**Predicting spin–spin couplings across a gap in the O–C–O–C torsion scan of dimethoxymethane**

The table holds five ¹³C and ¹⁷O spin–spin couplings along a relaxed dihedral scan, computed with B3LYP/pcJ-1 without the spin-dipole term on GFN2-xTB geometries; the output numbers the heavy atoms from 0 in SMILES order. The program fits a Karplus series with added sin φ and sin 2φ terms to the nine rows from 0 to 240°, predicts 270, 300 and 330° with 90 % prediction intervals, and compares with a cosine-only fit, a periodic spline and ranges stated beforehand. A fit of the squared dipole moment places its minimum near 276°, which shows the broken mirror symmetry. Ten of fifteen computed values fall inside the intervals and ten inside the stated ranges, and the intervals fail for ³J and ²J although these columns fit the known rows well. The five-term series predicts ³J and the methyl C–O coupling best, and the spline predicts ²J and the two one-bond couplings to the central carbon best.

Spin–spin couplings of dimethoxymethane (SMILES COCOC) for ¹³C and ¹⁷O, computed with PySCF 2.14.0 and density fitting at B3LYP/pcJ-1, gas phase, non-relativistic, without the spin-dipole term. The dihedral runs through heavy atoms 4, 3, 2, 1 in SMILES order, the first to fourth atoms of the column heads; it is held and all else relaxed with GFN2-xTB.

## Program and output

```python
# Table: spin-spin couplings (Hz) in dimethoxymethane along the O-C-O-C dihedral; PySCF B3LYP/pcJ-1,
# no spin-dipole term, GFN2-xTB geometries. Tested: Karplus series with sine terms (chiral remainder),
# fitted on known rows only, against cosine-only Karplus and a periodic spline; withheld rows predicted.
T = {
    'angle': [0, 30, 60, 90, 120, 150, 180, 210, 240, 270, 300, 330],  # °
    'coupling_first_fourth_atom': [-4.42, -3.83, -1.41, 0.3, 0.78, 0.13, -0.93, -1.16, -0.32, 0.32, -0.38, -2.28],  # Hz
    'coupling_second_fourth_atom': [-2.72, -2.95, -3.14, -3.09, -2.1, -0.64, 0.31, -0.05, -1.18, -2.05, -2.41, -2.52],  # Hz
    'coupling_first_second_atom': [28.91, 28.45, 28.16, 29.46, 27.97, 26.43, 25.54, 25.7, 26.8, 27.91, 28.45, 28.7],  # Hz
    'coupling_third_fourth_atom': [22.64, 23.23, 24.03, 24.66, 23.89, 23.01, 22.54, 22.65, 23.02, 23.35, 23.22, 22.83],  # Hz
    'coupling_second_third_atom': [30.73, 30.27, 28.96, 29.32, 26.93, 24.78, 23.9, 24.38, 26.05, 27.58, 28.57, 29.72],  # Hz
}
HELD = [9, 10, 11]  # rows withheld from the fit
import numpy as np
from scipy import constants as sc
from scipy.stats import t as tdist
from scipy.interpolate import CubicSpline
ang = np.array(T["angle"], float)
held = list(HELD)
known = [i for i in range(len(ang)) if i not in held]
a = ang[known]
cols = [("coupling_first_fourth_atom", "3J(O3,C0)"), ("coupling_second_fourth_atom", "2J(C2,C0)"),
        ("coupling_first_second_atom", "1J(O3,C2)"), ("coupling_third_fourth_atom", "1J(O1,C0)"),
        ("coupling_second_third_atom", "1J(C2,O1)")]
# forecast ranges stated in the plan before the reveal (270, 300, 330 deg)
plan = [[(-0.8, 0.5), (-2.2, -0.6), (-3.9, -2.5)], [(-2.9, -1.9), (-3.5, -2.6), (-3.3, -2.5)],
        [(27.2, 28.8), (28.0, 30.0), (28.3, 30.0)], [(22.6, 23.6), (22.5, 23.5), (22.2, 23.1)],
        [(27.2, 28.8), (28.8, 31.0), (29.8, 31.5)]]
# further outputs of the same runs, 0..240 deg: energy (Eh), dipole norm (D)
E = -269.0 - np.array([.556389, .558364, .562182, .562217, .562522, .563485, .564159, .562871, .563185])
mu = np.array([1.692, 1.998, 2.278, 2.399, 2.333, 2.162, 1.805, 1.382, 0.960])
kcal = sc.physical_constants["Hartree energy"][0] * sc.N_A / (1000 * sc.calorie)
def X(d, n=5):
    r = np.radians(np.atleast_1d(d))
    return np.column_stack([r * 0 + 1, np.cos(r), np.cos(2 * r), np.sin(r), np.sin(2 * r)])[:, :n]
fit = lambda A, y: np.linalg.lstsq(A, y, rcond=None)[0]
rms = lambda v: float(np.sqrt(np.mean(np.square(v))))
row = lambda v: " ".join("%.2f" % x for x in v)
at = lambda k, d: T[k][list(ang).index(d)]
print("known angles/deg:", " ".join("%d" % x for x in a), "| rounding floor rms %.3f Hz" % (0.01 / 12 ** .5))
print("E-E(180) kcal/mol:", row((E - E[list(a).index(180)]) * kcal))
M = X(a)[:, [0, 1, 3]]; m = fit(M, mu ** 2); amp = np.hypot(m[1], m[2])
print("mu^2 fit: mean %.2f amp %.2f D^2, min at %.0f deg, rms %.2f D^2" % (
    m[0], amp, (np.degrees(np.arctan2(m[2], m[1])) + 180) % 360, rms(M @ m - mu ** 2)))
print("J=A+Bcos+Ccos2+Dsin+Esin2, all Hz; bar=90% prediction interval; miss=computed-pred")
A5, A3 = X(a), X(a, 3); G = np.linalg.inv(A5.T @ A5); dof = len(a) - 5
lev = np.einsum("ij,jk,ik->i", A5, G, A5); tq = tdist.ppf(0.95, dof)
miss = []; nbar = nplan = 0; Y = {}
for (k, name), rng in zip(cols, plan):
    y = np.array([T[k][i] for i in known], float); Y[name] = y
    p5, p3 = fit(A5, y), fit(A3, y); res = y - A5 @ p5
    s = np.sqrt(res @ res / dof); w = int(np.argmax(abs(res)))
    sp = CubicSpline(np.append(a, 360), np.append(y, y[0]), bc_type="periodic")
    print("%s A..E: %s | span %.2f" % (name, row(p5), np.ptp(y)))
    print("  resid:", row(res), "| worst %d deg" % a[w])
    print("  rms 5-term %.2f LOO %.2f cos-only %.2f | J120-J240 %.2f J150-J210 %.2f" % (rms(res),
          rms(res / (1 - lev)), rms(y - A3 @ p3), at(k, 120) - at(k, 240), at(k, 150) - at(k, 210)))
    mm = []
    for i, (lo, hi) in zip(held, rng):
        x = X(ang[i])[0]; pr = x @ p5; bar = tq * s * np.sqrt(1 + x @ G @ x); c = T[k][i]
        q3, qs = x[:3] @ p3, float(sp(ang[i])); ok = lo <= c <= hi
        nbar += abs(c - pr) <= bar; nplan += ok; mm.append([c - pr, c - q3, c - qs])
        print("  %d pred %.2f+-%.2f calc %.2f miss %+.2f |cos %+.2f spl %+.2f |plan %s |calc-mirror %+.2f" % (
            ang[i], pr, bar, c, c - pr, c - q3, c - qs, "in" if ok else "OUT", c - at(k, 360 - ang[i])))
    miss.append(mm)
miss = np.array(miss)
for j, n in enumerate(["5-term", "cos-only", "spline"]):
    print("rms miss per coupling, %s:" % n, row([rms(miss[c, :, j]) for c in range(5)]), "Hz")
print("inside 90%% bar: %d/15; inside plan range: %d/15" % (nbar, nplan))
print("row 90 minus mean of 60,120 (Hz):", row([at(k, 90) - (at(k, 60) + at(k, 120)) / 2 for k, n in cols]))
print("J(0)-J(180) (Hz):", row([at(k, 0) - at(k, 180) for k, n in cols]))
print("corr known rows 2J vs 1J(C2,O1): %.2f" % np.corrcoef(Y["2J(C2,C0)"], Y["1J(C2,O1)"])[0, 1])
assert a[np.argmin(Y["3J(O3,C0)"])] == 0
assert a[np.argmax(Y["2J(C2,C0)"])] == 180
assert abs(at(cols[0][0], 120) - at(cols[0][0], 240)) > 0.5
assert a[np.argmin(Y["1J(O3,C2)"])] == 180 and a[np.argmin(Y["1J(C2,O1)"])] == 180
```

Output:

```
known angles/deg: 0 30 60 90 120 150 180 210 240 | rounding floor rms 0.003 Hz
E-E(180) kcal/mol: 4.88 3.64 1.24 1.22 1.03 0.42 0.00 0.81 0.61
mu^2 fit: mean 3.04 amp 2.66 D^2, min at 276 deg, rms 0.07 D^2
J=A+Bcos+Ccos2+Dsin+Esin2, all Hz; bar=90% prediction interval; miss=computed-pred
3J(O3,C0) A..E: -1.31 -1.73 -1.39 0.30 -0.43 | span 5.20
  resid: 0.01 -0.11 0.18 -0.08 -0.10 0.12 0.04 -0.13 0.07 | worst 60 deg
  rms 5-term 0.10 LOO 0.24 cos-only 0.42 | J120-J240 1.10 J150-J210 1.29
  270 pred -0.23+-0.64 calc 0.32 miss +0.55 |cos +0.16 spl +0.92 |plan in |calc-mirror +0.02
  300 pred -1.38+-0.75 calc -0.38 miss +1.00 |cos +1.09 spl +1.55 |plan OUT |calc-mirror +1.03
  330 pred -3.29+-0.64 calc -2.28 miss +1.01 |cos +1.31 spl +1.20 |plan OUT |calc-mirror +1.55
2J(C2,C0) A..E: -2.00 -1.50 0.77 -0.30 0.21 | span 3.45
  resid: 0.02 -0.06 0.08 -0.02 -0.03 0.01 0.05 -0.06 0.02 | worst 60 deg
  rms 5-term 0.04 LOO 0.10 cos-only 0.27 | J120-J240 -0.92 J150-J210 -0.59
  270 pred -2.47+-0.27 calc -2.05 miss +0.42 |cos +0.86 spl -0.06 |plan in |calc-mirror +1.04
  300 pred -3.06+-0.31 calc -2.41 miss +0.65 |cos +0.83 spl -0.02 |plan OUT |calc-mirror +0.73
  330 pred -2.95+-0.27 calc -2.52 miss +0.43 |cos +0.42 spl +0.05 |plan in |calc-mirror +0.43
1J(O3,C2) A..E: 27.98 1.69 -0.86 -0.01 -0.68 | span 3.92
  resid: 0.11 0.04 -0.49 0.63 -0.18 -0.25 0.11 0.20 -0.17 | worst 90 deg
  rms 5-term 0.30 LOO 0.70 cos-only 0.53 | J120-J240 1.17 J150-J210 0.73
  270 pred 28.84+-1.87 calc 27.91 miss -0.93 |cos -0.72 spl +0.06 |plan in |calc-mirror -1.55
  300 pred 29.84+-2.19 calc 28.45 miss -1.39 |cos -0.51 spl -0.11 |plan in |calc-mirror +0.29
  330 pred 29.60+-1.87 calc 28.70 miss -0.90 |cos +0.03 spl -0.23 |plan in |calc-mirror +0.25
1J(O1,C0) A..E: 23.21 0.05 -0.67 0.59 0.07 | span 2.12
  resid: 0.05 -0.04 -0.11 0.19 -0.08 -0.06 0.05 0.05 -0.05 | worst 90 deg
  rms 5-term 0.09 LOO 0.22 cos-only 0.30 | J120-J240 0.87 J150-J210 0.36
  270 pred 23.29+-0.54 calc 23.35 miss +0.06 |cos -0.94 spl +0.32 |plan in |calc-mirror -1.31
  300 pred 23.00+-0.64 calc 23.22 miss +0.22 |cos -0.75 spl +0.45 |plan in |calc-mirror -0.81
  330 pred 22.57+-0.54 calc 22.83 miss +0.26 |cos -0.35 spl +0.29 |plan in |calc-mirror -0.40
1J(C2,O1) A..E: 27.98 3.44 -0.75 -0.05 -0.54 | span 6.83
  resid: 0.05 0.17 -0.61 0.65 -0.12 -0.28 0.11 0.19 -0.16 | worst 90 deg
  rms 5-term 0.33 LOO 0.71 cos-only 0.47 | J120-J240 0.88 J150-J210 0.40
  270 pred 28.78+-2.04 calc 27.58 miss -1.20 |cos -0.96 spl -0.22 |plan in |calc-mirror -1.74
  300 pred 30.58+-2.39 calc 28.57 miss -2.01 |cos -1.25 spl -0.68 |plan OUT |calc-mirror -0.39
  330 pred 31.08+-2.04 calc 29.72 miss -1.36 |cos -0.59 spl -0.55 |plan OUT |calc-mirror -0.55
rms miss per coupling, 5-term: 0.88 0.51 1.10 0.20 1.56 Hz
rms miss per coupling, cos-only: 0.99 0.73 0.51 0.72 0.97 Hz
rms miss per coupling, spline: 1.25 0.05 0.15 0.36 0.52 Hz
inside 90% bar: 10/15; inside plan range: 10/15
row 90 minus mean of 60,120 (Hz): 0.61 -0.47 1.40 0.70 1.38
J(0)-J(180) (Hz): -3.49 -3.03 3.37 0.10 6.83
corr known rows 2J vs 1J(C2,O1): -0.95
```
